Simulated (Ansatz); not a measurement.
Swapping H for Cl on Ge: the atomisation energy

On one Ge centre that keeps CH3, n of the H ligands are replaced by Cl. The atomisation energy (no zero-point term) y in kJ/mol at CCSD(T)/def2-TZVPP. Shapes, held fixed at every level: PBE0-D4/def2-TZVP. Programs: Ansatz 0.2.0.

| molecule | n | y (kJ/mol) |
| --- | --- | --- |
| GeH3(CH3) | 0 | 2473 |
| GeH2(CH3)Cl | 1 | ? |
| GeH(CH3)Cl2 | 2 | 2557 |
| Ge(CH3)Cl3 | 3 | 2595 |

Question: Fit y = c + s·n to the known rows and predict GeH2(CH3)Cl.

Answer: 
1. Means of the 3 rows: n = 1.66667, y = 2541.7.
2. Σ(Δn)² = 4.6667, Σ(Δn·Δy) = 190.67, so the slope is 190.67/4.6667 = 40.858.
3. Intercept: 2541.7 − (40.858) × 1.66667 = 2473.6. The largest residual of the fit is 1.7.
4. GeH2(CH3)Cl: 2473.6 + (40.858) × 1 = 2514 kJ/mol.

The run gave 2514 kJ/mol, so the prediction is off by 0 kJ/mol: they agree to the digits shown. The steps per swap are +41, +43, +38 kJ/mol. The slope is only an average step. Other levels give for GeH2(CH3)Cl: PBE-D4/def2-TZVPP 2558; MP2/def2-TZVPP 2520; CCSD/def2-TZVPP 2485 kJ/mol. Spin-orbit coupling of the free atoms (H 0, Cl 4 kJ/mol each; the atoms kept shift only the intercept) is left out. Relativity is left out for Ge unless named. Correlated rows may include outer-core shells of Ge, which these sets cover unevenly.

Each swap trades a Ge–H bond for a Ge–Cl bond, so the slope measures how much more the second contributes to the atomisation energy. Chlorine is far more electronegative than germanium, and the resulting charge transfer adds a strong ionic contribution to the Ge–Cl bond, whereas Ge–H is nearly nonpolar. This gain outweighs the repulsion between the chlorine lone pairs and the bonding electrons.

The near-constant steps show that the bond energies are almost additive, with the methyl group largely a spectator. The last step is the smallest, which may reflect chlorines competing for charge from an already electron-poor Ge and repelling one another. However, the steps don't fall steadily, so no progressive saturation can be claimed.

For GeH2(CH3)Cl, CCSD lies below the CCSD(T) value of 2514 kJ/mol and PBE-D4 well above it, probably because connected triples stabilise the molecule more than the free atoms, while PBE tends to overbind. The successful interpolation supports additivity within this series, not the absolute accuracy of the bond energies.
